Na$^+$ ions held at the boundary between a SiN$_x$ film and SiO$_2$ cross the oxide under bias far faster than they leave the boundary. Release then sets the current and the flat-band shift, and when the binding energies are spread widely both follow from a single energy that moves as the logarithm of time. At each **Predict**, settle on an answer before reading on.

## Premises

The capacitor is gate / SiN$_x$ (thickness $d_N$, permittivity $\varepsilon_N$) / SiO$_2$ ($d_{ox}$, $\varepsilon_{ox}$) / n-Si. At $t=0$ a positive gate bias is applied and held. The oxide field $E$ points toward the silicon, $q>0$ is the elementary charge, and $J$ is the current per area flowing onto the gate.

1. The ions start in traps at the boundary, since nitride is typically a good sodium barrier. The density of *occupied* traps per area and per energy is $g(W)$, in cm$^{-2}$ eV$^{-1}$, where the depth $W>0$ is the escape barrier at zero field.
2. Each ion escapes independently, with one attempt frequency $\nu$ for all depths and the time constant
$$\tau(W)=\nu^{-1}\exp\frac{W-\beta\sqrt E}{kT}.\tag{1}$$
3. An escaped ion is not recaptured and reaches the silicon surface in a negligible time.
4. $E$ stays constant, and the accumulated silicon surface acts as an electrode at fixed potential.

## Step 1: the field term

**Predict.** A potential $U(z)=-A/z-qEz$ binds the ion to the boundary at $z=0$. How does its maximum depend on $E$?

Setting $U'=A/z^2-qE=0$ gives $z_m=\sqrt{A/qE}$, where the two terms are equal, so $U(z_m)=-2\sqrt{AqE}$. Hence $\beta=2\sqrt{Aq}$ and $\beta\sqrt E=2qEz_m$. If the ion is held only by its image in the more polarisable nitride, $A=\kappa q^2/16\pi\varepsilon_{ox}$ with $\kappa=(\varepsilon_N-\varepsilon_{ox})/(\varepsilon_N+\varepsilon_{ox})$, and $\beta=\sqrt{\kappa q^3/4\pi\varepsilon_{ox}}$. If it also leaves a fixed charge $-q$ behind on the boundary, that charge is screened by the mean of the two permittivities and adds $q^2/2\pi(\varepsilon_N+\varepsilon_{ox})=(1-\kappa)q^2/4\pi\varepsilon_{ox}$ to $A$. Then $A=(1-3\kappa/4)\,q^2/4\pi\varepsilon_{ox}$ and $\beta=\sqrt{(1-3\kappa/4)\,q^3/\pi\varepsilon_{ox}}$, which becomes the Poole–Frenkel value $\sqrt{q^3/\pi\varepsilon_{ox}}$ of a homogeneous oxide at $\kappa=0$. At fixed field either choice only displaces the energy axis.

## Step 2: what one transferred ion does to the circuit

**Predict.** One ion goes from the boundary to the silicon. Does a full charge $q$ pass through the ammeter?

Let $s_N=d_N/\varepsilon_N$, $s_{ox}=d_{ox}/\varepsilon_{ox}$, $s=s_N+s_{ox}$, and let $\sigma$ be the sheet charge at the boundary. Gauss's law gives $D_{ox}-D_N=\sigma$, and the voltage across the insulators is $V=D_Ns_N+D_{ox}s_{ox}$. Solving,
$$D_{ox}=\frac{V+\sigma s_N}{s},\qquad D_N=\frac{V-\sigma s_{ox}}{s}.\tag{2}$$
The gate charge per area is $D_N$. Release of $\Delta N$ ions per area changes $\sigma$ by $-q\Delta N$, whether the filled trap was positive or neutral, and ions at the silicon surface do not appear in (2) at fixed $V$. The gate charge rises by $\eta q\Delta N$, so
$$J=\eta q\,\frac{d\Delta N}{dt},\qquad \eta=\frac{s_{ox}}{s}=\frac{d_{ox}}{d_{ox}+d_N\varepsilon_{ox}/\varepsilon_N}.\tag{3}$$
The answer is no: the ion crosses only the fraction $\eta$ of the electrical thickness.

At flat band the displacement in the silicon vanishes, so $D_{ox}=-\sigma_s$, with $\sigma_s$ the ionic charge at the silicon surface. Then (2) gives $V=-\sigma_s s-\sigma s_N$. Moving $q\Delta N$ from $\sigma$ to $\sigma_s$ yields
$$\Delta V_{fb}=-q\,\Delta N\,\frac{d_{ox}}{\varepsilon_{ox}}.\tag{4}$$

## Step 3: the emptying front

By premises 2 and 3 the surviving fraction $f$ at depth $W$ obeys $\partial f/\partial t=-f/\tau$, so $f=e^{-t/\tau}$ and
$$\Delta N(t)=\int g(W)\,\bigl[1-e^{-t/\tau(W)}\bigr]dW,\qquad J\,t=\eta q\int g(W)\,\frac t\tau\,e^{-t/\tau}\,dW.\tag{5}$$

**Predict.** At time $t$, which depth supplies most of the current, and why not the shallowest?

Shallow traps have the highest rate but are already empty, and deep traps are full but slow. The product $ue^{-u}$ with $u=t/\tau$ peaks at $u=1$. Solving $\tau(W_d)=t$ with (1) defines the front,
$$W_d(t)=kT\ln(\nu t)+\beta\sqrt E.\tag{6}$$
The field term adds, because a lowered barrier lets deeper traps empty in the same time. With $x=(W-W_d)/kT$ one has exactly $u=e^{-x}$. Time enters only through $W_d$, so the profile $f=\exp(-e^{-x})$ keeps its shape and slides to greater depth by $kT\ln10$ per decade. The current becomes
$$J\,t=\eta q\,kT\int g(W_d+kTx)\,K(x)\,dx,\qquad K(x)=e^{-x-e^{-x}}=\frac{df}{dx}.\tag{7}$$

## Step 4: the kernel

**Predict.** What is the area under $K$, and is $K$ symmetric about its peak?

Since $K=df/dx$ and $f$ runs from 0 to 1, the area is exactly 1. For the moments substitute $u=e^{-x}$, $dx=-du/u$:
$$\int_{-\infty}^{\infty}e^{ax}K(x)\,dx=\int_0^\infty u^{-a}e^{-u}\,du=\Gamma(1-a),\qquad a<1.\tag{8}$$
The series $\ln\Gamma(1-a)=\gamma a+\pi^2a^2/12+\dots$ generates the cumulants, so the mean is Euler's constant $\gamma=0.577$ and the variance is $\pi^2/6$. The kernel is skewed. It dies as a double exponential on the shallow side and only as $e^{-x}$ on the deep side. Half maximum requires $ue^{-u}=1/2e$, which has roots at $x=-0.985$ and $x=1.461$. The full width is $2.446\,kT$, equal to 1.06 decades of time.

## Step 5: the current

If $g$ is broad it can be taken outside the integral in (7) at the peak of $K$, and the unit area gives
$$J\,t\simeq\eta q\,kT\,g(W_d).\tag{9}$$
A plot of $Jt/\eta qkT$ against $kT\ln t$ is a picture of $g$. A single oxide layer between electrodes has $\eta=1$.

**Predict.** About which energy should $g$ be expanded so that the first correction vanishes?

About the mean of the kernel, $\bar W=W_d+\gamma kT$. Taylor expansion of $g$ there removes the linear term, and the variance supplies the quadratic one:
$$J\,t=\eta q\,kT\Bigl[g(\bar W)+\frac{\pi^2}{12}(kT)^2g''(\bar W)+\dots\Bigr].\tag{10}$$
Reading at $W_d$, as in (9), leaves a relative correction $\gamma kTg'/g$, and reading at $\bar W$ removes it. One case is exact. For $g\propto e^{aW/kT}$, (8) gives $Jt=\eta qkT\,g(W_d)\Gamma(1-a)$, and because $g(W_d)\propto t^a$ the current falls as $t^{a-1}$. The $1/t$ law belongs to a flat $g$. For $a\ge1$ the integral is controlled by the deepest traps and the front picture fails.

## Step 6: the shift

**Predict.** Is $\Delta N$ the content of all traps shallower than $W_d$?

Let $G(W)=\int^Wg\,dW'$ count the ions shallower than $W$. Integrate the first of (5) by parts, using $d(1-f)/dx=-K$. The boundary terms vanish because $G=0$ at the shallow end and $1-f\to0$ at the deep end, so $\Delta N=\int G(W_d+kTx)K\,dx$. The expansion of Step 5 applies with $G$ in place of $g$:
$$\Delta N=G(\bar W)+\frac{\pi^2}{12}(kT)^2g'(\bar W)+\dots\tag{11}$$
The equivalent sharp edge lies at $\bar W$, slightly deeper than $W_d$. From (3), (4) and (10),
$$\frac{d\Delta V_{fb}}{d\ln t}=-\frac{d_{ox}}{\varepsilon_{ox}}\frac{Jt}{\eta}\simeq-\frac{qd_{ox}}{\varepsilon_{ox}}\,kT\,g(\bar W).\tag{12}$$
The shift is linear in $\ln t$ only while the front crosses a region of constant $g$.

A flat band, $g=g_0$ for $W_1<W<W_2$ with $\tau_i=\tau(W_i)$, can be solved exactly. In (7) the integral of $df/dx$ is the difference of $f$ at the edges:
$$J\,t=\eta q\,kTg_0\bigl[e^{-t/\tau_2}-e^{-t/\tau_1}\bigr].\tag{13}$$
In (5), $dW=-kT\,du/u$ gives $\Delta N=g_0kT\int_{t/\tau_2}^{t/\tau_1}(1-e^{-u})\,du/u$. With the exponential integrals $E_n(z)=\int_1^\infty e^{-zv}v^{-n}dv$, for which $E_1'(u)=-e^{-u}/u$,
$$\Delta N=g_0kT\bigl[\ln(\tau_2/\tau_1)+E_1(t/\tau_1)-E_1(t/\tau_2)\bigr].\tag{14}$$
For $\tau_1\ll t\ll\tau_2$ the first $E_1$ vanishes and $E_1(z)\simeq-\gamma-\ln z$ holds in the second, so
$$\Delta N\simeq g_0kT\,[\ln(t/\tau_1)+\gamma]=g_0(\bar W-W_1),\tag{15}$$
as (11) requires. For $t\gg\tau_2$, $\Delta N$ saturates at $g_0(W_2-W_1)$.

## Step 7: energy resolution

**Predict.** All ions sit at one depth $W_0$. What spectrum does (9) report?

Putting $g=N\delta(W-W_0)$ in (7) gives $Jt=\eta qN\,K\bigl((W_0-W_d)/kT\bigr)$, an apparent band about $2.45\,kT$ wide. Narrower structure is smeared. To see how strongly, take a ripple of period $P$ in $g$ and set $a=i\omega$, $\omega=2\pi kT/P$, in (8). Its amplitude is multiplied by $|\Gamma(1-i\omega)|=\sqrt{\pi\omega/\sinh\pi\omega}$, which is 0.071 at $P=2.45\,kT$ and falls exponentially for shorter periods. Deconvolution divides by this factor and amplifies noise accordingly, so the resolved period shrinks only as the inverse logarithm of the signal-to-noise ratio.

## Step 8: the temperature ramp (TSIC)

In thermally stimulated ionic current the bias is held and $T=T_0+bt$. Now $f=e^{-\Lambda}$ with $\Lambda=\int dt/\tau=(\nu/b)\int_{T_0}^{T}\exp[-(W-\beta\sqrt E)/kT']\,dT'$. Define $y=(W-\beta\sqrt E)/kT$. The relations $E_2'=-E_1$ and $E_2=e^{-y}-yE_1$ give $\partial[TE_2(y)]/\partial T=E_2+yE_1=e^{-y}$, so
$$\Lambda(W,T)=\frac{\nu T}{b}E_2(y),\tag{16}$$
once the same expression at $T_0$ is dropped, which is allowed if no trap emits appreciably at $T_0$.

**Predict.** What replaces $t$ in (6)?

The front $W_r$ is where $\Lambda=1$. For large $y$, $E_2\simeq e^{-y}/(y+2)$, so
$$W_r=kT\ln(\nu t_{\rm eff})+\beta\sqrt E,\qquad t_{\rm eff}\simeq\frac{T}{b\,(y_r+2)},\tag{17}$$
to be solved by iteration in $y_r=\ln(\nu t_{\rm eff})$. The effective time is roughly the time the ramp needs to raise the rate by a factor $e$.

The current is $J=\eta q\int g\,\nu e^{-y}e^{-\Lambda}dW$. At fixed $T$, (16) gives $d\Lambda=-(\nu/bk)E_1(y)\,dW$. Changing the variable to $\Lambda$,
$$J=\eta q\,bk\int_0^\infty g\,\frac{e^{-y}}{E_1(y)}\,e^{-\Lambda}\,d\Lambda.\tag{18}$$
Here $e^{-y}/E_1\simeq y+1$ varies slowly. The weight $e^{-\Lambda}d\Lambda$ is the kernel $K$ in the variable $-\ln\Lambda$, whose slope in $y$ is $E_1/E_2\simeq1+1/y$. The kernel is therefore narrower than $2.45\,kT$ only by that factor, and its mean lies near $y_r+\gamma$. Evaluating the slow factors there,
$$J(T)\simeq\eta q\,b\,k\,(y_r+1+\gamma)\;g(W_r+\gamma kT).\tag{19}$$
The factor $bk(y_r+1)$ is the front speed, since $\Lambda=1$ implies $dW_r/dT=-\Lambda_T/\Lambda_W=ke^{-y}/E_1$. Result (9) has the same form, with speed $kT/t$. As $y_r$ depends only logarithmically on $T$, (17) makes the temperature axis a nearly linear energy axis, and (19) converts the current to $g$.

## Range of validity

- **Smooth $g$.** (10) needs $(kT)^2|g''|\ll g$, and (15) needs $\tau_1\ll t\ll\tau_2$.
- **Fast transit.** $t\gg d_{ox}/\mu E$, with $\mu$ the ion mobility. Earlier, the current is drift-limited.
- **No recapture.** Return from the silicon needs $qEd_{ox}\gg kT$ to be negligible. Back-diffusion from within about $kT/qE$ of the barrier can be absorbed in $\nu$, which then depends on field, but capture by initially empty deeper traps breaks the independence of depths.
- **Constant field.** By (2), release changes $D_N$ by $+\eta q\Delta N$ and $D_{ox}$ by $-(1-\eta)q\Delta N$, so $q\Delta N/\varepsilon_{ox}$ is an upper estimate of the field change at the traps. The lowering then drifts, per unit advance of the front, by at most $r=(\beta\sqrt E/2E)\,qg/\varepsilon_{ox}$, and $r\ll1$ is required.
- **Square-root law.** It is a continuum result and needs $z_m$ beyond the trap position $z_0$. The field also lowers the trap itself, which raises the barrier by $qEz_0$.
- **Energy scale.** One transient fixes only the shape of $g$. A factor of ten in $\nu$ moves the axis by $kT\ln10$. The time at which a feature of $g$ appears obeys (1), so its temperature dependence gives $\nu$ and $W-\beta\sqrt E$, and its field dependence gives $\beta$.
- **Several boundaries.** Each oxide layer $i$ of a multiple stack contributes its own $\eta_i g_i$, and only the sum is seen.
- **Other currents.** Electronic detrapping in the nitride obeys the same mathematics, so a $1/t$ decay alone does not identify Na$^+$.

## Numerical illustration

Inputs: $d_N=50$ nm, $d_{ox}=100$ nm, typical static permittivities $\varepsilon_N=7.5\,\varepsilon_0$ and $\varepsilon_{ox}=3.9\,\varepsilon_0$, $E=1$ MV/cm, $T=423.15$ K (150 °C). Assumed for illustration: $\nu=10^{12}$ s$^{-1}$, image-force lowering, and $g_0=10^{12}$ cm$^{-2}$ eV$^{-1}$ from $W_1=1.10$ to $W_2=1.60$ eV, that is $5\times10^{11}$ ions per cm$^2$. Intermediate values are carried unrounded.

Then $kT=36.46$ meV, the equivalent oxide thickness is 126 nm, $\eta=0.794$, $\kappa=0.316$, $\beta\sqrt E=0.108$ eV and $z_m=0.54$ nm. From (1), $\tau_1=0.65$ s and $\tau_2=5.9\times10^5$ s. The front moves 84.0 meV per decade and the kernel is 89 meV wide.

**Predict.** Before reading the table, at which times will the logarithmic law (15) fail, and in which direction?

| $t$ (s) | $W_d$ (eV) | $Jt$ (nC/cm$^2$), (13) | $\Delta V_{fb}$ (V), (14) | $\Delta V_{fb}$ (V), (15) |
|---|---|---|---|---|
| $1$ | 1.116 | 3.63 | $-0.19$ | $-0.17$ |
| $10^2$ | 1.283 | 4.64 | $-0.95$ | $-0.95$ |
| $10^4$ | 1.451 | 4.56 | $-1.73$ | $-1.73$ |
| $10^6$ | 1.619 | 0.85 | $-2.31$ | $-2.51$ |

The law is too small in magnitude near $\tau_1$ and too large beyond $\tau_2$, where the model's shift saturates at $-2.32$ V. Between them the plateau is $\eta qkTg_0=4.64$ nC/cm$^2$, so $J=46$ pA/cm$^2$ at 100 s, and the slope (12) is $-0.39$ V per decade. Omitting $\eta$ would make the extracted $g$ 21 per cent too low.

For a ramp at $b=0.2$ K/s from 300 K, at the moment it passes 423.15 K, $\Lambda=1$ gives $y_r=31.8$, $t_{\rm eff}=63$ s and $W_r=1.266$ eV. Result (19) gives the model's TSIC current as 73 pA/cm$^2$, with a kernel 3 per cent narrower than the isothermal one.

The neglected terms have these sizes. A typical Na$^+$ mobility in SiO$_2$, $\mu\approx1\ \mathrm{cm^2V^{-1}s^{-1}}\times e^{-0.66\,\mathrm{eV}/kT}$, gives $1.4\times10^{-8}$ cm$^2$/V s and a transit time of 0.7 ms, far below $\tau_1$. The drop $qEd_{ox}$ is 10 eV. The field feedback is $r=0.025$, which bounds the accuracy of the plateau and slope at a few per cent. For a Gaussian $g$ with standard deviation 0.15 eV in place of the flat band, the curvature term of (10) at the peak would be $-0.049$ relative to $g$. The energy axis is less secure. The lengths $z_m$ and $kT/qE=0.36$ nm are both atomic, so the continuum lowering is only an estimate, and an assumed $z_0=0.2$ nm offsets it by 0.02 eV, 19 per cent of its value. The choice with a fixed charge left behind would give 0.336 eV and move every $W_d$ up by 0.228 eV. Neither change alters the plateau height or the slope.

All these results are the model's, since $g_0$, $W_1$, $W_2$ and $\nu$ were assumed. The ion density corresponds to a deliberately contaminated test capacitor. Clean gate oxides typically hold about $10^{10}$ mobile ions per cm$^2$ or fewer, so the model's currents and shifts exceed those typical of a clean stack by a factor of about 50 or more, and at $10^{10}$ cm$^{-2}$ (4) gives a saturated shift of only $-0.046$ V.